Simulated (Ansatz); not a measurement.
# Ligand exchange: C4H8Cl2 + SiH4 → C4H9Cl + SiH3Cl

Species: C4H8Cl2 `CC(Cl)CCCl`, singlet; SiH4 (silane) `[SiH4]`, singlet; C4H9Cl (1-chlorobutane) `CCCCCl`, singlet; SiH3Cl (chlorosilane) `[SiH3]Cl`, singlet. The partners trade Cl for H: C–Cl and Si–H bonds give way to C–H and Si–Cl.

Shapes, held fixed at every level: PBE0-D4/def2-TZVP. Flexible molecules stand in one conformer, not always the lowest. Programs: Ansatz 0.2.0. The zero-point and thermal change to 298 K, harmonic and unscaled (PBE0-D4/def2-TZVP), is +9.0 kJ/mol.

(1) Estimate the reaction enthalpy at 298 K.

## Answers

(1) From tabulated heats of formation (CRC Handbook of Chemistry and Physics, NIST-JANAF tables), ΔH(298 K) = -135.5 kJ/mol. Nearest: BHLYP-D4/def2-TZVPP (+1.6); farthest: CCSD/def2-SVP (+13.0). 5 of 7 levels lie within 10 kJ/mol. The heats of C4H8Cl2, C4H9Cl, SiH3Cl come from older tables and can be uncertain by 10 kJ/mol or more. The CBS estimate extrapolates MP2 from def2-TZVPP and def2-QZVPP and adds CCSD(T) − MP2 in the triple-zeta set, cores frozen.

| level | kind | ΔH (kJ/mol) | computed − measured |
| --- | --- | --- | --- |
| HF/def2-TZVPP | Hartree–Fock | -141.7 | -6.1 |
| B3LYP-D4/def2-TZVPP | global hybrid | -127.9 | +7.6 |
| BHLYP-D4/def2-TZVPP | global hybrid | -134.0 | +1.6 |
| MP2/def2-SVP | perturbation theory | -123.2 | +12.4 |
| MP2/def2-TZVPP | perturbation theory | -130.1 | +5.4 |
| CCSD/def2-SVP | coupled cluster or CI | -122.5 | +13.0 |
| CCSD(T)/CBS estimate | coupled cluster or CI | -129.4 | +6.1 |

Every level makes chlorine transfer from carbon to silicon strongly exothermic. The exchange pairs the more electropositive silicon with chlorine, giving a strong, highly polar Si–Cl bond, while the hydridic Si–H bond is replaced by a stronger C–H bond. Because the number of bonds of each broad type is conserved only in part, some correlation error survives: in the same basis, Hartree–Fock gives -141.7 kJ/mol and MP2 -130.1 kJ/mol, so correlation stabilises the reactants more than the products.

MP2 and CCSD nearly coincide in the small basis, and MP2 becomes more exothermic in the larger one. This suggests that the small-basis deviations owe more to poor polarisation of the Si–Cl bond than to the choice between these two correlation treatments. BHLYP's closeness to the tabulated value doesn't establish it as the most accurate method, since B3LYP and triple-zeta MP2 lie nearer the CCSD(T) estimate. The energies support a strong thermodynamic driving force, but say nothing about the barrier to exchange.
